**Hand estimates of the 3d⁷ levels and M1 lifetimes of Zr¹⁵⁺**

The table holds 25 levels of Zr¹⁵⁺ (energy, leading LS and jj weights, radiative lifetime) from a Dirac CI calculation on exchange-only KLI orbitals with Breit and model QED terms, valence Slater integrals scaled by 0.9 and a P86 correlation estimate. The program treats 3d⁷ as three d holes and tests the rule $E=E_0+E_{\rm term}(B,C)+k\zeta$, with constants taken from sums of energies by $J$, against the 19 even levels, then adds full spin-orbit mixing and an $\alpha L(L+1)$ term. The rms error is 0.79 eV for the hand rule (worst 2.07 eV, lower ⁴P 3/2), 0.20 eV with mixing and refitted constants, and 0.04 eV with the extra term. The parameter-free LS formula for M1 decay gives the three ⁴F lifetimes 4 to 17% short and those of ²G 7/2 and ²H 9/2 nearly five times too long. The six odd 3p⁵ 3d⁸ levels are outside the model.

Zr15+ levels from radial Dirac CI 1: relativistic CI over seven configurations outside a closed [Ne] core, with Dirac orbitals in exchange-only KLI potentials, Breit and model QED terms, valence Slater integrals scaled by 0.9 and a P86 correlation estimate. Energies are relative to the lowest level, and lifetimes include E1, M1, E2, M2 and E3 decays among these configurations.

## The fit in Python

```python
# Table: level energies, LS/jj weights, lifetimes of Zr15+ (radial Dirac CI, KLI orbitals, Breit, model QED, Slater x0.9, P86).
# Tested: hand rule E = E0 + term(B,C) + k*zeta for 3d7 (three d holes), full spin-orbit mixing, LS M1 lifetimes.
T = {
    'level_configuration': ['3s2 3p6 3d7', '3s2 3p6 3d7', '3s2 3p6 3d7', '3s2 3p6 3d7', '3s2 3p6 3d7', '3s2 3p6 3d7', '3s2 3p6 3d7', '3s2 3p6 3d7', '3s2 3p6 3d7', '3s2 3p6 3d7', '3s2 3p6 3d7', '3s2 3p6 3d7', '3s2 3p6 3d7', '3s2 3p6 3d7', '3s2 3p6 3d7', '3s2 3p6 3d7', '3s2 3p6 3d7', '3s2 3p6 3d7', '3s2 3p6 3d7', '3s2 3p5 3d8', '3s2 3p5 3d8', '3s2 3p5 3d8', '3s2 3p5 3d8', '3s2 3p5 3d8', '3s2 3p5 3d8'],
    'level_term': ['4F', '4F', '4F', '4F', '4P', '4P', '2G', '4P', '2G', '4P', '2H', '2D', '2P', '2H', '2D', '2F', '2F', '2D', '2D', '4Go', '4Go', '2Fo', '2Do', '4Do', '4Go'],
    'level_j': ['9/2', '7/2', '5/2', '3/2', '3/2', '5/2', '9/2', '1/2', '7/2', '3/2', '11/2', '5/2', '1/2', '9/2', '3/2', '5/2', '7/2', '3/2', '5/2', '11/2', '9/2', '7/2', '5/2', '7/2', '5/2'],
    'level_energy': [0.0, 1.993, 2.939, 3.466, 5.493, 6.283, 6.473, 7.197, 8.218, 8.875, 8.937, 9.304, 10.143, 10.965, 12.5, 13.739, 14.758, 20.659, 21.796, 137.85, 142.18, 142.36, 142.99, 146.78, 147.32],  # eV
    'level_term_weight': [93, 98, 91, 82, 46, 90, 77, 70, 95, 46, 100, 84, 70, 83, 61, 95, 97, 99, 95, 100, 89, 65, 52, 37, 37],  # %
    'level_jj_weight': [72, 89, 49, 37, 60, 54, 62, 94, 58, 66, 100, 50, 94, 88, 72, 69, 53, 83, 78, 85, 86, 65, 82, 53, 52],  # %
    'level_radiative_lifetime': [None, 0.007454, 0.04335, 0.2422, 0.01612, 0.01197, 0.00292, 0.01025, 0.004944, 0.001918, 0.04031, 0.00117, 0.003594, 0.003308, 0.001082, 0.004601, 0.002539, 0.000837, 0.0007083, 3.508e-11, 1.749e-11, 1.791e-11, 1.16e-11, 9.168e-12, 9.765e-12],  # s
}
import numpy as np
from fractions import Fraction as Fr
from itertools import combinations as cb
from scipy.optimize import least_squares as lsq
from scipy.integrate import cumulative_trapezoid as ct
from scipy import constants as K
from sympy.physics.wigner import gaunt
c, t, E, w, tau = (T['level_'+k] for k in ('configuration', 'term', 'energy', 'term_weight', 'radiative_lifetime'))
J = [float(Fr(str(x))) for x in T['level_j']]
ev = [i for i in range(len(E)) if c[i].endswith('3d7')]; od = [i for i in range(len(E)) if i not in ev]
d3 = list(cb(range(10), 3)); d2 = {d: n for n, d in enumerate(cb(range(10), 2))}; a = np.zeros((10, 45, 120))
for n, d in enumerate(d3):
    for p in range(3): a[d[p], d2[d[:p]+d[p+1:]], n] = (-1)**p
one = lambda h: a.reshape(450, 120).T @ np.tensordot(h, a, 1).reshape(450, 120)
ms = [2, 1, 0, -1, -2]; I2 = np.eye(2); I5 = np.eye(5)
lz = np.kron(np.diag(ms), I2); lp = np.kron(np.diag([np.sqrt(6-m*(m+1)) for m in ms[1:]], 1), I2)
sz = np.kron(I5, np.diag([.5, -.5])); sp = np.kron(I5, np.array([[0., 1.], [0., 0.]]))
sq = lambda z, p: one(z)@one(z) + (one(p)@one(p).T + one(p).T@one(p))/2
def G(k):
    U = [one(np.kron(np.array([[(-1)**m*float(gaunt(2, k, 2, -m, q, n)) if m == q+n else 0. for n in ms] for m in ms]), I2)) for q in range(-k, k+1)]
    g = sum(u@u.T for u in U)*2*np.pi/(2*k+1); r = d3.index((0, 2, 4)); return g - g[r, r]*np.eye(120)
G2, G4 = G(2), G(4); ops = [49*G2, 7*G2+12.6*G4, -one(lz@sz+(lp@sp.T+lp.T@sp)/2), sq(lz, lp), sq(sz, sp)]
Mz = one(lz+sz)-.5*np.eye(120); x, V = np.linalg.eigh(sq(lz+sz, lp+sp)+1000*Mz@Mz)
blk = {j: [V[:, abs(x-j*(j+1)) < 1e-4].T@o@V[:, abs(x-j*(j+1)) < 1e-4] for o in ops] for j in set(J[i] for i in ev)}
rows = {j: sorted((i for i in ev if J[i] == j), key=lambda i: E[i]) for j in blk}
def model(p, full, al=0.):
    out = {}
    for j, (b, cc, so, L2, S2) in blk.items():
        e, v = np.linalg.eigh(p[1]*b+p[2]*cc+al*(L2-12*np.eye(len(b)))); s = v.T@so@v; k = np.diag(s); o = np.argsort(e+p[3]*k)
        en = np.linalg.eigvalsh(np.diag(e)+p[3]*s) if full else (e+p[3]*k)[o]
        for n, i in enumerate(rows[j]):
            u = v[:, o[n]]; out[i] = (p[0]+en[n], e[o[n]], k[o[n]], '%d%s' % (round(np.sqrt(1+4*u@S2@u)), 'SPDFGH'[round((np.sqrt(1+4*u@L2@u)-1)/2)]))
    return out
res = lambda p, f, al=0.: (lambda m: np.array([m[i][0]-E[i] for i in ev]))(model(p, f, al))
rms = lambda r: np.sqrt(np.mean(r**2)); S = {j: sum(E[i] for i in rows[j]) for j in rows}
D1, D2, D3 = S[3.5]-S[4.5], S[2.5]-S[1.5], S[5.5]+S[.5]-S[4.5]
B = (D1+D2)/30; z = (D1-D2)/5; C = 4*B; E0 = S[5.5]-9*B-3*C+z/2; p = [E0, B, C, z]
print('sums by J (eV): ' + ', '.join('%d/2: %.3f' % (2*j, S[j]) for j in sorted(S)))
print('15B+2.5z = %.3f, 15B-2.5z = %.3f eV; check 20B+2.5z: rule %.3f, table %.3f' % (D1, D2, 20*B+2.5*z, D3))
print('hand constants (eV): B %.3f, C=4B %.3f, zeta %.3f, E0 %.3f; zeta/B %.2f' % (B, C, z, E0, z/B))
r = np.linspace(1e-3, 120, 60000); P = r**6*np.exp(-2*r/3); P /= ct(P, r)[-1]; Ha = K.physical_constants['Hartree energy in eV'][0]
F2, F4 = (2*Ha*ct(P/r**(k+1)*ct(P*r**k, r, initial=0), r)[-1] for k in (2, 4)); b1 = F2/49-5*F4/441; z1 = K.alpha**2*Ha/(2*27*15); Zs = 40-18-.35*6
print('hydrogenic 3d: C/B %.2f; Z*=%.1f gives 0.9B %.3f, zeta %.3f eV; Z* implied by B %.1f, by zeta %.1f' % (35*F4/441/b1, Zs, .9*b1*Zs, z1*Zs**4, B/.9/b1, (z/z1)**.25))
f1 = lsq(res, p, args=(False,)); f2 = lsq(res, p, args=(True,)); f3 = lsq(lambda q: res(q[:4], True, q[4]), list(f2.x)+[0.])
m = model(p, False); r1 = res(p, False); r2 = res(p, True); W = np.array([w[i] for i in ev])
print('label J  LS% | table | rule: term, term eV, k, E, error | error mixed | error mixed refit+alpha (eV; table rounding 0.0005)')
for n, i in enumerate(ev):
    print('%s %2d/2 %3d | %6.3f | %s %6.3f %+.3f %6.3f %+.2f | %+.2f | %+.2f' % (t[i], 2*J[i], w[i], E[i], m[i][3], m[i][1], m[i][2], m[i][0], r1[n], r2[n], f3.fun[n]))
for nm, q, rr in (('hand rule', p, r1), ('hand rule, refit', f1.x, f1.fun), ('mixed, hand constants', p, r2), ('mixed, refit', f2.x, f2.fun), ('mixed, refit+alpha', f3.x, f3.fun)):
    i = ev[np.argmax(abs(rr))]; print('%s: E0,B,C,zeta(,alpha) %s; rms %.2f, worst %.2f eV (row at %.3f)' % (nm, ' '.join('%.3f' % y for y in q), rms(rr), max(abs(rr)), E[i]))
print('hand rule rms: LS weight >=90%%: %.2f eV (%d rows); below: %.2f eV (%d rows)' % (rms(r1[W >= 90]), sum(W >= 90), rms(r1[W < 90]), sum(W < 90)))
u, v = rows[.5]; so = blk[.5][2]; k12 = np.sqrt((np.sum(so**2)-m[u][2]**2-m[v][2]**2)/2); g = m[v][0]-m[u][0]
print('J=1/2 gap (eV): first order %.3f, coupling %.3f zeta, two-level %.3f, table %.3f' % (g, k12, np.hypot(g, 2*k12*z), E[v]-E[u]))
F = [rows[j][0] for j in (4.5, 3.5, 2.5, 1.5)]; iv = np.diff([E[i] for i in F])
print('4F intervals (eV): table %.3f %.3f %.3f; J*zeta/3 %.3f %.3f %.3f; Lande from first %.3f %.3f' % (*iv, 1.5*z, 3.5*z/3, 2.5*z/3, iv[0]*7/9, iv[0]*5/9))
c1 = K.mu_0*K.physical_constants['Bohr magneton'][0]**2*(K.e/K.hbar)**3/(3*np.pi*K.hbar*K.c**3); rat = []
print('M1 rate = %.2f /s * (dE/eV)^3 * S/(2J+1)' % c1)
for up, lo, L, s in ((F[1], F[0], 3, 1.5), (F[2], F[1], 3, 1.5), (F[3], F[2], 3, 1.5), (rows[3.5][1], rows[4.5][1], 4, .5), (rows[4.5][2], rows[5.5][0], 5, .5)):
    j = J[lo]; st = (j*j-(L-s)**2)*((L+s+1)**2-j*j)/(4*j); tm = (2*J[up]+1)/(c1*st*(E[up]-E[lo])**3); rat.append(tm/tau[up])
    print('%s %d/2 -> %d/2: dE %.3f eV, S %.2f, rule %.2f ms, table %.2f ms, ratio %.2f' % (t[up], 2*J[up], 2*j, E[up]-E[lo], st, tm*1e3, tau[up]*1e3, rat[-1]))
te = [tau[i] for i in ev if tau[i]]; to = [tau[i] for i in od]
print('3p5 3d8 (no estimate from this rule): starts %.2f eV above top 3d7 level; lifetimes %.1f-%.1f ps; 3d7 %.2f-%.0f ms' % (min(E[i] for i in od)-max(E[i] for i in ev), min(to)*1e12, max(to)*1e12, min(te)*1e3, max(te)*1e3))
assert all(abs(np.trace(blk[3.5][n])-np.trace(blk[4.5][n])-y) < 1e-6 for n, y in enumerate((15, 0, 2.5)))
assert all(t[i] == '4F' for i in F) and iv[0] > iv[1] > iv[2] > 0 and z > 0
assert rms(f2.fun) < rms(r1)
assert all(.7 < y < 1.1 for y in rat[:3]) and min(rat[3:]) > 1.5
```

It prints:

```
sums by J (eV): 1/2: 17.340, 3/2: 50.993, 5/2: 54.061, 7/2: 24.969, 9/2: 17.438, 11/2: 8.937
15B+2.5z = 7.531, 15B-2.5z = 3.068 eV; check 20B+2.5z: rule 9.297, table 8.839
hand constants (eV): B 0.353, C=4B 1.413, zeta 0.893, E0 1.964; zeta/B 2.53
hydrogenic 3d: C/B 3.98; Z*=19.9 gives 0.9B 0.288, zeta 0.281 eV; Z* implied by B 24.4, by zeta 26.6
label J  LS% | table | rule: term, term eV, k, E, error | error mixed | error mixed refit+alpha (eV; table rounding 0.0005)
4F  9/2  93 |  0.000 | 4F -0.000 -1.500  0.625 +0.63 | +0.32 | +0.05
4F  7/2  98 |  1.993 | 4F -0.000 +0.000  1.964 -0.03 | -0.12 | +0.00
4F  5/2  91 |  2.939 | 4F  0.000 +1.167  3.005 +0.07 | -0.20 | -0.03
4F  3/2  82 |  3.466 | 4F  0.000 +2.000  3.749 +0.28 | -0.21 | -0.04
4P  3/2  46 |  5.493 | 4P  5.300 +0.333  7.561 +2.07 | +0.77 | +0.04
4P  5/2  90 |  6.283 | 4P  5.299 -0.500  6.817 +0.53 | +0.30 | -0.06
2G  9/2  77 |  6.473 | 2G  5.653 -0.600  7.081 +0.61 | +0.27 | -0.01
4P  1/2  70 |  7.197 | 4P  5.299 +0.833  8.007 +0.81 | +0.31 | +0.02
2G  7/2  95 |  8.218 | 2G  5.653 +0.750  8.286 +0.07 | +0.02 | -0.03
4P  3/2  46 |  8.875 | 2P  7.419 -0.333  9.086 +0.21 | +0.27 | -0.01
2H 11/2 100 |  8.937 | 2H  7.419 -0.500  8.937 +0.00 | +0.00 | +0.04
2D  5/2  84 |  9.304 | 2D  8.126 -0.588  9.565 +0.26 | +0.58 | -0.04
2P  1/2  70 | 10.143 | 2P  7.419 +0.667  9.978 -0.16 | +0.34 | +0.10
2H  9/2  83 | 10.965 | 2H  7.419 +0.600  9.919 -1.05 | -0.40 | +0.01
2D  3/2  61 | 12.500 | 2D  8.126 +0.882 10.877 -1.62 | -0.03 | -0.01
2F  5/2  95 | 13.739 | 2F 12.719 -0.333 14.385 +0.65 | +0.48 | -0.05
2F  7/2  97 | 14.758 | 2F 12.719 +0.250 14.906 +0.15 | +0.29 | +0.03
2D  3/2  99 | 20.659 | 2D 20.138 -0.382 21.761 +1.10 | +1.24 | +0.02
2D  5/2  95 | 21.796 | 2D 20.138 +0.255 22.330 +0.53 | +0.87 | -0.02
hand rule: E0,B,C,zeta(,alpha) 1.964 0.353 1.413 0.893; rms 0.79, worst 2.07 eV (row at 5.493)
hand rule, refit: E0,B,C,zeta(,alpha) 1.686 0.307 1.628 1.161; rms 0.59, worst 1.38 eV (row at 12.500)
mixed, hand constants: E0,B,C,zeta(,alpha) 1.964 0.353 1.413 0.893; rms 0.48, worst 1.24 eV (row at 20.659)
mixed, refit: E0,B,C,zeta(,alpha) 2.097 0.332 1.334 1.043; rms 0.20, worst 0.42 eV (row at 10.965)
mixed, refit+alpha: E0,B,C,zeta(,alpha) 2.133 0.354 1.222 1.085 0.030; rms 0.04, worst 0.10 eV (row at 10.143)
hand rule rms: LS weight >=90%: 0.51 eV (10 rows); below: 1.01 eV (9 rows)
J=1/2 gap (eV): first order 1.971, coupling 1.247 zeta, two-level 2.974, table 2.946
4F intervals (eV): table 1.993 0.946 0.527; J*zeta/3 1.339 1.041 0.744; Lande from first 1.550 1.107
M1 rate = 14.15 /s * (dE/eV)^3 * S/(2J+1)
4F 7/2 -> 9/2: dE 1.993 eV, S 10.00, rule 7.14 ms, table 7.45 ms, ratio 0.96
4F 5/2 -> 7/2: dE 0.946 eV, S 12.86, rule 38.95 ms, table 43.35 ms, ratio 0.90
4F 3/2 -> 5/2: dE 0.527 eV, S 9.60, rule 201.15 ms, table 242.20 ms, ratio 0.83
2G 7/2 -> 9/2: dE 1.745 eV, S 4.44, rule 23.94 ms, table 4.94 ms, ratio 4.84
2H 9/2 -> 11/2: dE 2.028 eV, S 5.45, rule 15.53 ms, table 3.31 ms, ratio 4.69
3p5 3d8 (no estimate from this rule): starts 116.05 eV above top 3d7 level; lifetimes 9.2-35.1 ps; 3d7 0.71-242 ms
```
